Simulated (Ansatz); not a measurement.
**Abstraction of F: C3H5F3 + C2HF2Si → C3H5F2 + C2HF3Si**

Species: C3H5F3 (1,2,2-trifluoropropane) `CC(F)(F)CF`, singlet; C2HF2Si `C#C[Si](F)F`, doublet; C3H5F2 `C[C](F)CF`, doublet; C2HF3Si `C#C[Si](F)(F)F`, singlet. A radical takes F: the energy is the difference in strength between the C–F bond broken and the Si–F bond made.

Shapes, held fixed at every level: PBE0-D4/def2-TZVP. Flexible molecules stand in one conformer, not always the lowest. Programs: Ansatz 0.2.0. The zero-point and thermal change to 298 K, harmonic and unscaled (PBE0-D4/def2-TZVP), is -3.0 kJ/mol.

```tsv
level	kind	ΔH(298 K) (kJ/mol)	less CCSD(T)/CBS estimate
MP2/def2-SVP	perturbation theory	-155.0	+35.3
HF/def2-SVP	Hartree–Fock	-169.7	+20.6
SPW92/def2-TZVPP	LDA	-160.2	+30.1
B3LYP-D4/def2-TZVPP	global hybrid	-189.2	+1.1
r2SCAN0-D4/def2-TZVPP	global hybrid	-191.0	-0.7
CCSD(T)/def2-SVP	coupled cluster or CI	-151.4	+38.9
CCSD/def2-SVP	coupled cluster or CI	-155.5	+34.8
CCSD(T)/CBS estimate	coupled cluster or CI	-190.3	0.0
```

The highest level, CCSD(T)/CBS estimate, gives ΔH(298 K) = -190.3 kJ/mol; the levels span -191.0 to -151.4. The column of differences is taken from that level and isn't an error. No measured value is set beside it here. Open shells run unrestricted. The CBS estimate extrapolates MP2 from def2-TZVPP and def2-QZVPP and adds CCSD(T) − MP2 in the triple-zeta set, cores frozen.

Fluorine transfer from carbon to silicon is strongly exothermic at every level, so the Si–F bond formed is much stronger than the C–F bond broken. Silicon is the more electropositive partner, which makes its bond to fluorine more ionic, and fluorine lone pairs can also donate into low-lying σ* orbitals at silicon. The longer bond eases lone-pair repulsion as well.

The largest shortfall comes from the basis set: CCSD(T) gives -151.4 kJ/mol in def2-SVP but -190.3 at the estimated limit. So small a set probably describes the polarised Si–F bond less well than the C–F bond. Hartree–Fock lies closer to the limit than CCSD(T) in that same basis, which points to cancellation of errors rather than a better description. LDA's deviation of +30.1 has another origin, since both hybrids nearly match the reference in the same basis; its overbinding probably favours the C–F side. The large driving force does not establish a low barrier to abstraction.
